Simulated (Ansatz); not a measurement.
ZrPb2: pressure and energy above given cell against volume ratio

Plane-wave density functional theory, PAW datasets, Gaussian smearing 0.05 eV: equation of state, the given cell scaled in volume with shape and atoms relaxed at each volume. The results are calculated, by Ansatz 0.2.0.

The cell before it is scaled or strained (space group P6/mmm, No. 191):
```
cell vectors (Å)
   5.3422     0.0000     0.0000
  -2.6711     4.6264     0.0000
   0.0000     0.0000     3.1026
atoms (fractions of the cell vectors)
Zr  0.00000  0.00000  0.00000
Pb  0.33330  0.66670  0.50000
Pb  0.66670  0.33330  0.50000
```

Settings of every row: paw set soft_2; functional PBEsol; spin treatment none; moment partition spheres; spin axis none; wave cutoff 420 eV; k mesh 8x8x8; symmetry use detected.

Atom hubbard u: 0 on all atoms.

Limits: no spin-orbit coupling, which can matter with elements this heavy; the cell comes from a prototype or a list of computed structures and needn't be the stable phase.

| row | volume ratio | V (Å³/atom) | pressure (GPa) | energy above given cell (meV per atom) |
| --- | --- | --- | --- | --- |
| 1 | 0.96 | 24.538 | 3.325 | 10.09 |
| 2 | 0.98 | 25.049 | ? | ? |
| 3 | 1 | 25.56 | -0.002 | 0 |
| 4 | 1.02 | 26.071 | -1.385 | 2.32 |
| 5 | 1.04 | 26.583 | -2.634 | 8.8 |

Question: what pressure and energy above given cell should row 2 give?

Worked fit of pressure. Take u = (V_r/V)^(2/3) − 1 with V_r = 25.816 Å³ an atom, which is twice the finite (Eulerian) strain; such expansions in the strain, on which the Birch-Murnaghan equation of state is built, carry the rest volume and the bulk modulus. The shown rows have u = 0.03443, 0.00667, -0.00653, -0.01933. Least squares give pressure = −0.7167 + 105.635 × u + 340.71 × u² GPa; a straight line predicts inner rows, each left out in turn, worse (root mean square 0.15 against 0.014 GPa). The rows lie off it by 0.001, -0.005, 0.007, -0.003 (root mean square 0.0046 GPa). The pressure vanishes at u = 0.0066, or V = 25.56 Å³ an atom, and there the bulk modulus with shape and atoms relaxed is B = −V dP/dV = (2/3)(1 + u) dP/du = 73.9 GPa. The withheld row has u = 0.02031, so the fit gives −0.7167 + 105.635 × (0.02031) + 340.71 × (0.02031)² = 1.569 GPa.

The calculation gave 1.558 GPa. The fit lies 0.011 GPa (0.18 % of the column's range) above it; its largest miss of a shown row is 0.007 GPa.

Worked fit of energy above given cell. Take u = (V_r/V)^(2/3) − 1 with V_r = 25.816 Å³ an atom, which is twice the finite (Eulerian) strain; such expansions in the strain, on which the Birch-Murnaghan equation of state is built, carry the rest volume and the bulk modulus. The shown rows have u = 0.03443, 0.00667, -0.00653, -0.01933. Least squares give energy above given cell = 0.6 − 173.06 × u + 13029 × u² meV per atom; a straight line predicts inner rows, each left out in turn, worse (root mean square 5.8 against 0.07 meV per atom). The rows lie off it by 0.00, -0.03, 0.03, -0.01. Its lowest point lies at u = 0.0066, or V = 25.56 Å³ an atom, and the curvature there gives the bulk modulus with shape and atoms relaxed, B = (4/9)(1 + u)² E″(u)/V = 73.6 GPa. The withheld row has u = 0.02031, so the fit gives 0.6 − 173.06 × (0.02031) + 13029 × (0.02031)² = 2.46 meV per atom.

The calculation gave 2.4 meV per atom. The fit lies 0.06 meV per atom (2.5 % of the value, 0.59 % of the column's range) above it; its largest miss of a shown row is 0.03 meV per atom.
